Room temperature supplies about 0.03 eV, spin-orbit coupling in a selenium p shell a few tenths of an electronvolt, and a layered semiconductor often has a gap near 1 eV. Where the coupling between layers belongs on this scale is one of the things to be found here.

**The problem.** SnSe₂ consists of layers, each with tin between two sheets of selenium. The table gives its PBE levels, with spin-orbit coupling, at seven points of the Brillouin zone. The columns point a, point b and point c are the components of the wave vector along the reciprocal cell vectors, and only c runs across the layers. Γ is (0, 0, 0), L is (0, 1/2, 1/2), K is (1/3, 1/3, 0) and H is (1/3, 1/3, 1/2); the second and third rows lie on the way from Γ to M, (0, 1/2, 0).

Kohn–Sham levels of bulk SnSe₂ (space group P-3m1) at a given geometry, from FLEUR MaX-R8.1 (patched build s14) with PBE, spin-orbit coupling and the all-electron FLAPW basis (kmax 3.8 bohr⁻¹). The k mesh is 6×6×4, with Fermi–Dirac smearing of 0.05 eV. Energies are counted from the highest filled level on the mesh.

```
point a (reciprocal cell vector)  point b (reciprocal cell vector)  point c (reciprocal cell vector)  level under 4 (eV)  level under 3 (eV)  level under 2 (eV)  level under 1 (eV)  level over 1 (eV)  level over 2 (eV)
                          0.0000                            0.0000                            0.0000              -0.314              -0.314               0.000               0.000              1.055              1.055
                          0.0000                            0.1667                            0.0000              -0.242              -0.242              -0.004              -0.004              2.274              2.274
                          0.0000                            0.3333                            0.0000              -0.642              -0.642              -0.231              -0.231              1.481              1.481
                          0.0000                            0.5000                            0.5000              -0.965              -0.965              -0.682              -0.682              0.831              0.831
                          0.3333                            0.3333                            0.0000              -1.601              -1.601              -1.547              -1.547              1.383              1.383
                          0.3333                            0.3333                            0.2500              -1.033              -1.033              -0.965              -0.965              1.900              1.900
                          0.3333                            0.3333                            0.5000              -0.469              -0.469              -0.379              -0.379              2.505              2.505
```

"Level under 1" is the highest filled level at a point and "level over 1" the lowest empty one. The zero is the highest filled level of the whole mesh. Over that mesh, the same calculation finds a gap of 0.775 eV between filled and empty levels.

### 1. Why does each level appear twice?

Time reversal turns a state with wave vector $\mathbf{k}$ and spin up into one with $-\mathbf{k}$ and spin down. Inversion, which this crystal has, brings $-\mathbf{k}$ back to $\mathbf{k}$ and leaves the spin alone. Two states of opposite spin therefore share each energy at every point, even with spin-orbit coupling. The six level columns hold two distinct filled levels and one empty level.

### 2. Is the gap direct?

It is indirect on this mesh. The smallest vertical gap, in which the wave vector stays the same, is 1.055 eV at Γ. The gap over the whole mesh is 0.28 eV smaller, so the lowest empty level must belong to another wave vector. L comes close, but its empty level is still 0.056 eV above that minimum.

The rows towards M show that, along this line, Γ lies in a conduction valley of its own. The empty level climbs by 1.2 eV in the first step and falls by 0.8 eV in the second. A barrier thus separates an electron at Γ from the region farther out along this line. The listed points there do not fall below the level at Γ, so they do not show where the conduction minimum lies.

*Remark on the reasoning.* The lowest number in a column need not be the band edge of the crystal. Comparing it with the gap of the whole mesh exposes the difference.

### 3. Why are the two filled levels at Γ apart, and what would sulfur change?

They lie 0.314 eV apart. The usual picture of the valence top at Γ starts from the selenium $p_x$ and $p_y$ orbitals, which the threefold axis makes equal in energy. Spin-orbit coupling separates the combinations in which orbital and spin angular momentum are parallel from those in which they are antiparallel. The distance has the size expected for selenium, though only a run without spin-orbit coupling would isolate its share. The makers of the data caution, from tests on other systems, about spin-orbit coupling treated with few bands. This run itself carries no such warning and used 150 bands for 54 electrons, but how the splitting depends on that number was not tested here.

Sulfur is lighter, so its spin-orbit coupling is weaker and this splitting should shrink. The same reading is unsafe on the way from Γ to M and at L, where the wave vector breaks the threefold symmetry and the two orbitals need not be equal. There the distance between the levels also contains an ordinary crystal splitting.

### 4. Are the layers electronically separate?

They are not, at least on the line from K to H. Only c changes there, so isolated layers would give flat levels. Instead the highest filled level rises by 1.17 eV and the lowest empty level by 1.12 eV. Here the coupling between layers moves levels by more than the gap of the whole mesh.

A simple model explains the shape. Let a state of one layer have energy $E_0$ and couple with strength $t$ to the same state in the layers above and below. From one layer to the next, the wave changes its phase by $2\pi c$. The two neighbours contribute $t\,e^{2\pi i c}$ and $t\,e^{-2\pi i c}$, so that

$$E(c)=E_0+2t\cos(2\pi c).$$

At K the energy is $E_0+2t$ and at H it is $E_0-2t$. Halfway between them the cosine vanishes, so the level there must be the mean of the two ends. For the highest filled level this gives

$$\tfrac12(-1.547-0.379)\ \text{eV}=-0.963\ \text{eV}.$$

The calculation gives −0.965 eV at that point, which played no part in the estimate. The whole rise is $4|t|$, so $|t|$ is about 0.3 eV. This is an effective coupling between whole layers, not the strength of one Se–Se contact.

The lower filled level follows the rule equally well. For the empty level the mean is 0.04 eV too high, about 4 % of its rise, so a single band with coupling to the nearest layers describes it less completely. A parabola starting at K, which amounts to a constant effective mass, misses the midpoint by 0.2 to 0.3 eV in both bands. The output after the text shows these comparisons.

*Remark on the reasoning.* A straight line would predict the same midpoint as the cosine. Symmetry decides between them: a twofold axis makes the energy the same for $c$ and $-c$, so a smooth single band must be level at K and at H. The argument takes each column to follow one band along this line.

### 5. Would the vertical gap have revealed this coupling?

Hardly. From K to H the vertical gap stays within 0.07 eV, although both of its edges climb by more than 1 eV. The two movements nearly cancel in the difference. A nearly constant vertical gap is therefore no sign of flat bands or of isolated layers.

Why the two edges move so alike is less certain. A plausible reason is that both states have selenium p character on the faces where neighbouring layers meet, so that both feel the next layer strongly. That they move in the same direction also depends on the relative signs of the orbitals on the two faces of a layer. An orbital analysis at K and H would test this.

### 6. Which digits can be trusted, and what would a finer mesh change?

The third decimal shows how finely the levels were printed, not how well they are known. The mesh and the basis cutoffs are usual working values, not converged limits, and the lattice is held static, so shifts of the levels by thermal motion are left out. A finer mesh that keeps the present points, with the same crystal potential, can only raise the highest filled level or lower the lowest empty one. The gap of 0.775 eV is therefore an upper bound for this band structure. Against experiment, PBE usually errs the other way and makes gaps too small.

The two edges are not equally well placed. Between Γ and the next point towards M, the highest filled level changes by only 0.004 eV. Two smooth curves through the first three rows put a possible top 0.003 to 0.007 eV above Γ. These curves assume one smooth band and do not prove such a top. They leave its position open and suggest that its energy on this line is only a little above the level at Γ. The empty level changes by about an electronvolt between neighbouring points on this line. If it is similarly steep around its minimum, which the table does not list, a lower point between mesh points could matter more.

*Remark on the reasoning.* Each difference should be judged by what could overturn it. The 0.28 eV between the vertical gap at Γ and the mesh gap is a difference between two empty levels, so an error in the valence top does not enter it. The 0.056 eV between L and the conduction minimum is only about twice the thermal energy at room temperature, and a change of functional or geometry could alter it.

### 7. What does this mean for a transistor channel?

SnSe₂ is studied as a layered channel that conducts by electrons. In this band structure, the electrons settle first in a valley away from Γ, while the holes collect near Γ. Light emission across the gap then needs a lattice vibration or a defect to supply the difference in wave vector, so the material is a poor choice for a light emitter. For a transistor this is no obstacle in itself.

The coupling between layers matters for the thickness of the film. A layer at the surface has one neighbour instead of two, and a single layer has none, so levels with strong coupling shift as the film is thinned. How far the band edges shift depends on the coupling at their own wave vectors, not on the value found between K and H.

The practical rule is to follow the filled and the empty edge separately through the zone before subtracting one from the other. The vertical gap alone hides both the valley that the electrons prefer and the coupling that ties the layers together.

Numerical output:

```
Vertical gap and distance of the two upper valence pairs in eV:
     row  vertical gap  pair distance
     0.0         1.055          0.314
     0.0         2.278          0.238
     0.0         1.712          0.411
     0.0         1.513          0.283
  0.3333          2.93          0.054
  0.3333         2.865          0.068
  0.3333         2.884           0.09
Conduction level at L above the mesh minimum (eV): 0.056
Conduction level at Gamma above the mesh minimum (eV): 0.28
Conduction rise in the first step from Gamma towards M (eV): 1.219
Conduction fall in the second step towards M (eV): 0.793
Valence top above Gamma by even polynomial through three points (eV): 0.002702
Valence top above Gamma by cosine series through three points (eV): 0.007235
Rise of upper valence level from K to H (eV): 1.168
Rise of conduction level from K to H (eV): 1.122
Spread of the vertical gap from K to H (eV): 0.065
Size of effective layer coupling t in upper valence level (eV): 0.292
Size of effective layer coupling t in conduction level (eV): 0.2805
Cosine less computed at midpoint for upper valence level (eV): 0.002
Cosine less computed at midpoint for lower valence level (eV): -0.002
Cosine less computed at midpoint for conduction level (eV): 0.044
Parabola less computed at midpoint for upper valence level (eV): -0.29
Parabola less computed at midpoint for conduction level (eV): -0.2365
```
